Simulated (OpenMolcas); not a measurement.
CHFGaN: a line through the functionals

The species is CHFGaN (5 atoms), meant as a singlet with charge 0. As SMILES, `N#[C][GaH][F]`. Geometry: relaxed at PBE0-D4/def2-TZVP.

The electronic atomisation energy y, in eV, basis cc-pVDZ; a is the functional's share of exact exchange. Programs: OpenMolcas 26.06.

| functional | program | a | y (eV) |
| --- | --- | --- | --- |
| revPBE | OpenMolcas | 0 | 19.17 |
| PBE | OpenMolcas | 0 | 20.03 |
| B3LYP | OpenMolcas | 0.2 | ? |
| PBE0 | OpenMolcas | 0.25 | 19.12 |
| BHLYP | OpenMolcas | 0.5 | 17.92 |

**Question.** Fit y = c + s·a to the known rows and predict B3LYP.

**Answer.** 
1. Means of the 4 rows: a = 0.1875, y = 19.060.
2. Σ(Δa)² = 0.17188, Σ(Δa·Δy) = -0.555, so the slope is -0.555/0.17188 = -3.229.
3. Intercept: 19.060 − (-3.229) × 0.1875 = 19.665. The largest residual of the fit is 0.49.
4. B3LYP: 19.665 + (-3.229) × 0.2 = 19.02 eV.

The run gave 19.02 eV, so the prediction is off by 0.00 eV: they agree to the digits shown. The rows mix families of semi-local functionals, which the line can't see.

The atomisation energy generally falls as exact exchange is added, most cleanly from PBE (20.03 eV) to PBE0 (19.12 eV), which share their semi-local ingredients. Semi-local exchange mimics part of the left-right correlation in bonds and tends to overbind, especially multiple bonds; exact exchange lacks this contribution, so mixing it in weakens binding relative to the free atoms. The C≡N triple bond is probably the most sensitive part of the molecule.

The order is not strictly monotonic: B3LYP lies slightly below PBE0 despite its smaller exact-exchange share. revPBE, with none at all, nearly matches PBE0, because its stronger gradient enhancement of exchange favours the more inhomogeneous densities of the separated atoms and so also curbs overbinding. The fitted slope is therefore not a pure response to exact exchange, and with a largest residual of 0.49 eV, the exact hit for B3LYP is largely fortuitous. A total atomisation energy also cannot show how the change is shared among the Ga–F, Ga–C, Ga–H and C≡N bonds.
